\section*{The model: one level, one collision}

An electron of mass $m$ and kinetic energy $E=\frac12 mv^2$ passes a second electron that is at rest. The two interact by the potential $k/r$, with
\begin{equation}
k=\frac{e^2}{4\pi\epsilon_0}=2Ra_0 ,
\end{equation}
where $R$ is the Rydberg energy and $a_0$ the Bohr radius. The target ion is reduced to a single number, the binding energy $I$ of one level. During the collision the struck electron is treated as free. Afterwards it counts as ejected if the energy $\varepsilon$ it received exceeds $I$. The motion is classical and non-relativistic, and the two electrons are distinguishable. This is Thomson's model of 1912, and it can be solved exactly. Lengths are in metres, and energies are in electronvolts, with joules alongside for the main inputs. Throughout, $u=E/I$.

\section*{Step 1: energy transfer and impact parameter}

The reduced mass is $\mu=m/2$ and the relative speed is $v$, so $\mu v^2=E$. The Coulomb orbit with impact parameter $b$ is deflected in the centre-of-mass frame by $\theta$, with
\begin{equation}
\tan\frac{\theta}{2}=\frac{k}{\mu v^2 b}=\frac{k}{Eb}.
\end{equation}

\paragraph{Predict.} What is the largest energy that the resting electron can receive, and at which $b$?

\paragraph{Answer.} The momentum transfer is $q=2\mu v\sin(\theta/2)=mv\sin(\theta/2)$. The struck electron starts at rest, so it leaves with $q^2/2m$:
\begin{equation}
\varepsilon(b)=E\sin^2\frac{\theta}{2}=\frac{E}{1+(Eb/k)^2}.
\label{eq:eps}
\end{equation}
A head-on collision, $b=0$, hands over all of $E$, as it must for equal masses. Only $k^2$ enters, so a positron projectile gives the same transfer in this model. Solving for $b$,
\begin{equation}
b^2(\varepsilon)=\frac{k^2}{E}\left(\frac1\varepsilon-\frac1E\right),
\label{eq:b}
\end{equation}
and the ring area $\mathrm{d}\sigma=\pi\,|\mathrm{d}b^2|$ gives the Rutherford spectrum of transfers,
\begin{equation}
\frac{\mathrm{d}\sigma}{\mathrm{d}\varepsilon}=\frac{\pi k^2}{E\varepsilon^2}=\frac{4\pi a_0^2R^2}{E\,\varepsilon^2},\qquad \varepsilon\le E .
\label{eq:ruth}
\end{equation}

\section*{Step 2: the Thomson cross section}

\paragraph{Predict.} The transfer (\ref{eq:eps}) falls steadily as $b$ grows. Write down the ionisation cross section without doing an integral.

\paragraph{Answer.} Every orbit inside the disc $b<b(I)$ ionises and no orbit outside does, so $\sigma=\pi b^2(I)$. Integrating (\ref{eq:ruth}) from $I$ to $E$ gives the same area. For $N$ equivalent electrons struck independently,
\begin{equation}
\sigma_T=\frac{NA}{E}\left(\frac1I-\frac1E\right)=\frac{NA}{I^2}\,\frac{u-1}{u^2},\qquad A=4\pi a_0^2R^2 ,
\label{eq:T}
\end{equation}
for $u\ge1$, and zero below. The constant is $A=6.514\times10^{-18}\,\mathrm{m^2\,eV^2}=1.672\times10^{-55}\,\mathrm{m^2\,J^2}$, and it contains nothing adjustable.

\paragraph{Predict.} A projectile just above threshold must hit almost head-on, and a fast one passes too quickly to push hard. Where does the maximum lie, and through what angle is the limiting orbit deflected there?

\paragraph{Answer.} The derivative of $(u-1)/u^2$ is $(2-u)/u^3$, so the maximum is at $u=2$, with value $1/4$. The limiting orbit has $\sin^2(\theta/2)=I/E=1/2$, a right-angle deflection, and (\ref{eq:b}) gives $b=k/2I=Ra_0/I$. Near threshold $\sigma_T\simeq NA(u-1)/I^2$, and at high energy $\sigma_T\simeq NA/(EI)$.

\section*{Step 3: the Lotz form}

Quantum theory changes the high-energy law. Distant collisions, each of which would classically transfer less than $I$, ionise with a small probability through the dipole coupling, and their sum over $b$ gives Bethe's $\ln E/E$ behaviour. Lotz (1967 and 1968) built this logarithm into an empirical formula, which for ions of charge about four and higher reads
\begin{equation}
\sigma_L=\frac{aN\ln u}{EI}=\frac{aN}{I^2}\,\frac{\ln u}{u}.
\label{eq:L}
\end{equation}
The constant $a$ is fitted to data. Its typical value, assumed here, is $4.5\times10^{-18}\,\mathrm{m^2\,eV^2}$, or $1.2\times10^{-55}\,\mathrm{m^2\,J^2}$. For neutral atoms and low charge states Lotz's formula carries a further factor $1-b_L\exp[-c_L(u-1)]$ with fitted $b_L$ and $c_L$, which moves the maximum; that case is not treated here.

\paragraph{Predict.} Does the logarithm move the maximum up or down in $u$? Which of the two cross sections is larger at threshold?

\paragraph{Answer.} The derivative of $\ln u/u$ is $(1-\ln u)/u^2$, so the maximum moves up to $u=\mathrm{e}=2.72$, with value $1/\mathrm{e}=0.368$. The ratio of the two forms is
\begin{equation}
\frac{\sigma_L}{\sigma_T}=\frac{a}{A}\,\frac{u\ln u}{u-1},\qquad \frac aA=0.69 .
\end{equation}
Both rise linearly from threshold, where the ratio is $0.69$. It is $0.96$ at $u=2$, passes one at $u=2.2$, and is $1.77$ at $u=10$. The two maxima differ in height by the factor $4a/(\mathrm{e}A)=1.02$. Since $a$ is fitted and $A$ is not, the near equality is a numerical remark and no derivation of $a$.

\section*{Step 4: the general statement}

The general result is a scaling law: for a single shell
\begin{equation}
I^2\sigma/N=f(u),
\label{eq:scale}
\end{equation}
with one function $f$ for all targets, and for several shells $\sigma=\sum_j N_j f(E/I_j)/I_j^2$, summed over the shells with $I_j<E$.

\paragraph{Predict.} Could Thomson's model have violated (\ref{eq:scale})?

\paragraph{Answer.} It could not. The model contains $k$, $m$, $E$ and $I$. The only lengths are $k/I$ times functions of $u$, and $m$ cannot enter an area because no other quantity cancels its dimension. Hence $\sigma=(k/I)^2$ times a function of $u$, and the solution fixes $f_T=A(u-1)/u^2$. The Lotz form adopts the same law by construction, with $f_L=a\ln u/u$. In a real ion further energies appear, such as the orbital kinetic energy, and the law holds only as far as their ratios to $I$ stay the same from one target to the next.

\section*{Step 5: the Maxwellian rate}

In a plasma with electron density $n_e$ an ion is ionised at the rate $n_eS$, with $S=\langle\sigma v\rangle$ averaged over a Maxwellian of temperature $T$. The normalised energy distribution is $2\sqrt{E/\pi}\,(k_BT)^{-3/2}\mathrm{e}^{-E/k_BT}$ and $v=\sqrt{2E/m}$. With $x=I/k_BT$ and the mean speed $\bar v=\sqrt{8k_BT/\pi m}$,
\begin{equation}
S=\bar v\int_I^\infty\sigma\,\frac{E}{k_BT}\,\mathrm{e}^{-E/k_BT}\frac{\mathrm{d}E}{k_BT}
=\bar v\,x^2\int_1^\infty \sigma\,u\,\mathrm{e}^{-xu}\,\mathrm{d}u .
\label{eq:S}
\end{equation}
The exponential integrals are defined by $E_n(x)=\int_1^\infty t^{-n}\mathrm{e}^{-xt}\,\mathrm{d}t$.

\paragraph{Predict.} The factor $u$ in (\ref{eq:S}) cancels one power of $1/u$ in each cross section. Integrate what remains by parts. Which $E_n$ appears in each case?

\paragraph{Answer.} What remains, $\ln u$ or $1-1/u$, vanishes at $u=1$, so the boundary term drops and the derivative, $1/u$ or $1/u^2$, takes its place:
\begin{equation}
\int_1^\infty \ln u\;\mathrm{e}^{-xu}\,\mathrm{d}u=\frac{E_1(x)}{x},\qquad
\int_1^\infty\left(1-\frac1u\right)\mathrm{e}^{-xu}\,\mathrm{d}u=\frac{E_2(x)}{x}.
\end{equation}
Integrating the second one term by term gives $\mathrm{e}^{-x}/x-E_1(x)$, which proves $E_2=\mathrm{e}^{-x}-xE_1$. Both rates therefore need $E_1$ alone:
\begin{equation}
S_L=\bar v\,\frac{aN}{I^2}\,xE_1(x),\qquad
S_T=\bar v\,\frac{AN}{I^2}\,x\left[\mathrm{e}^{-x}-xE_1(x)\right].
\label{eq:rates}
\end{equation}
Since $\bar v=\sqrt{8I/\pi m}\;x^{-1/2}$, the product $I^{3/2}S/N$ depends on $x$ alone, which is the scaling law (\ref{eq:scale}) carried over to rates. The ratio is $S_L/S_T=(a/A)\,E_1/E_2$. In a cold plasma, $x\gg1$, both $E_n$ approach $\mathrm{e}^{-x}/x$ and the ratio tends to the threshold value $a/A$. In a hot plasma $E_2\to1$ while $E_1\simeq-\ln x-\gamma$, with $\gamma$ Euler's constant, and the ratio grows logarithmically.

\paragraph{Predict.} The cross sections peak at two to three times $I$. Do the rates peak at $k_BT$ below, near or above those energies?

\paragraph{Answer.} Above. Each rate varies as $\sqrt{x}\,E_n(x)$, and $E_n'=-E_{n-1}$ with $E_0=\mathrm{e}^{-x}/x$. The maxima obey $E_1=2\mathrm{e}^{-x}$ for Lotz and $E_2=2xE_1$ for Thomson, with roots $x=0.102$ and $x=0.247$, that is $k_BT=9.8\,I$ and $4.0\,I$. The factor $v$ favours fast electrons, and a Maxwellian keeps part of its electrons below threshold until $k_BT$ is well above $I$.

\section*{Step 6: numbers for O$^{5+}$}

The ion O$^{5+}$ has the configuration $1s^22s$, with one weakly bound electron far above a tight core, which suits a one-level model. Set $N=1$ and use the typical $2s$ binding energy $I=138.1\,\mathrm{eV}=2.213\times10^{-17}\,\mathrm{J}$. Then $A/I^2=3.416\times10^{-22}\,\mathrm{m^2}$ and $a/I^2=2.36\times10^{-22}\,\mathrm{m^2}$. The Thomson maximum is $8.5\times10^{-23}\,\mathrm{m^2}$ at $276\,\mathrm{eV}$, a disc of radius $5.2\times10^{-12}\,\mathrm{m}$. The Lotz maximum is $8.7\times10^{-23}\,\mathrm{m^2}$ at $375\,\mathrm{eV}$.

\paragraph{Predict.} Evaluate (\ref{eq:rates}) at $T=3\times10^5$, $10^6$ and $3\times10^6\,\mathrm{K}$. First decide at which of them the Thomson rate is the larger.

\paragraph{Answer.} The rates below are those of the two models for the $2s$ electron.

\begin{center}
\begin{tabular}{lccc}
\hline
$T$ (K) & $3\times10^5$ & $1\times10^6$ & $3\times10^6$\\
\hline
$k_BT$ (eV) & 25.85 & 86.17 & 258.5\\
$x$ & 5.34 & 1.60 & 0.534\\
$\bar v$ ($10^6$ m/s) & 3.40 & 6.21 & 10.8\\
$E_1(x)$ & $7.70\times10^{-4}$ & 0.0860 & 0.520\\
$E_2(x)$ & $6.73\times10^{-4}$ & 0.0636 & 0.308\\
$S_T$ (m$^3$/s) & $4.2\times10^{-18}$ & $2.2\times10^{-16}$ & $6.1\times10^{-16}$\\
$S_L$ (m$^3$/s) & $3.3\times10^{-18}$ & $2.0\times10^{-16}$ & $7.1\times10^{-16}$\\
$S_L/S_T$ & 0.79 & 0.93 & 1.17\\
\hline
\end{tabular}
\end{center}

Thomson leads at the two lower temperatures, where the average is drawn mostly from $u<2.2$, and falls behind at the highest. At $3\times10^5\,\mathrm{K}$ the temperature matters more than the choice of formula. The logarithmic slope is $\mathrm{d}\ln S_L/\mathrm{d}\ln T=\mathrm{e}^{-x}/E_1-\frac12=5.7$, so the factor $S_T/S_L=1.26$ equals the effect of raising $T$ by 4 per cent.

\section*{Step 7: what the model omits, and how large it is}

A hydrogenic estimate sets the scales. Writing $I=Z_{\mathrm{eff}}^2R/4$ for $n=2$ gives $Z_{\mathrm{eff}}=6.37$ and a radius $r=1/\langle r^{-1}\rangle=4a_0/Z_{\mathrm{eff}}=3.3\times10^{-11}\,\mathrm{m}$. This is several times the disc radius, so the collisions that count are close ones, which favours the binary picture. The Sommerfeld parameter $k/\hbar v=\sqrt{R/E}$ is only $0.22$ at $u=2$, so a classical orbit is not well defined. Equation (\ref{eq:ruth}) survives because the quantum Coulomb cross section for distinguishable free particles equals Rutherford's.

\paragraph{Predict.} The net charge $+5e$ accelerates the projectile, which gains $V=5k/r=217\,\mathrm{eV}=1.6\,I$ on reaching $r$. Does this raise or lower the Thomson cross section?

\paragraph{Answer.} Neither. Take isotropic incidence. Phase-space density is constant along orbits, and in an attractive field every direction at $r$ connects to infinity, so the density of projectiles at $r$ grows in proportion to their local speed. Density times speed thus grows by $(E+V)/E$. The local spectrum (\ref{eq:ruth}) carries $1/(E+V)$ in place of $1/E$, and the two changes cancel. The limits stay at $I$ and $E$, because a transfer above $E$ leaves the projectile bound and causes no net ionisation.

The motion of the target electron does not cancel. The virial theorem gives it a kinetic energy $U\approx I$. A result of binary-encounter theory, quoted here without proof, is that for isotropic target velocities $1/\varepsilon^2$ becomes $1/\varepsilon^2+4U/3\varepsilon^3$, as long as $\varepsilon$ stays below the local projectile energy minus $U$. With $V>U$ this covers the whole range. Integrated from $I$ to $E$, the new term is the fraction
\begin{equation}
\frac{2U}{3I}\left(1+\frac1u\right)
\end{equation}
of $\sigma_T$, which for $U=I$ equals one at $u=2$: the cross section doubles. Exchange works the other way. In Mott's cross section for two free unpolarised electrons at equal sharing, $\varepsilon=E/2$, the direct and exchanged terms $1/\varepsilon^2+1/(E-\varepsilon)^2=8/E^2$ are reduced by the interference term $1/[\varepsilon(E-\varepsilon)]=4/E^2$, that is by half. Corrections as large as $\sigma_T$ itself, and of opposite sign, are therefore left out. Equation (\ref{eq:T}) is exact for the model, while for an ion it supplies the scale $A/I^2$ and the scaling law and cannot fix the height of the curve to better than a factor of order two by its own reasoning.

The inner shell is a smaller matter. With an assumed $1s$ binding energy of about $700\,\mathrm{eV}$ and $N=2$, the Lotz sum over shells adds 1.4 per cent to $S_L$ at $3\times10^6\,\mathrm{K}$. Excitation of a $1s$ electron followed by autoionisation, with a typical onset near $550\,\mathrm{eV}$, lies outside both formulas. Its Boltzmann factor relative to the $2s$ threshold is $1.2\times10^{-7}$ at $3\times10^5\,\mathrm{K}$ and $0.20$ at $3\times10^6\,\mathrm{K}$, so it can be ignored in the first column of the table and should be examined before the last column is read as a total rate.

The tabulated rates belong to the models and their assumed inputs. The Lotz constant was fitted to ionisation data, so closeness of $S_L$ to such data would be no independent test. As typical knowledge and not as a measurement, the Thomson rate at $3\times10^5\,\mathrm{K}$ lies roughly 30 per cent above what is usual for O$^{5+}$, in line with its steeper rise from threshold.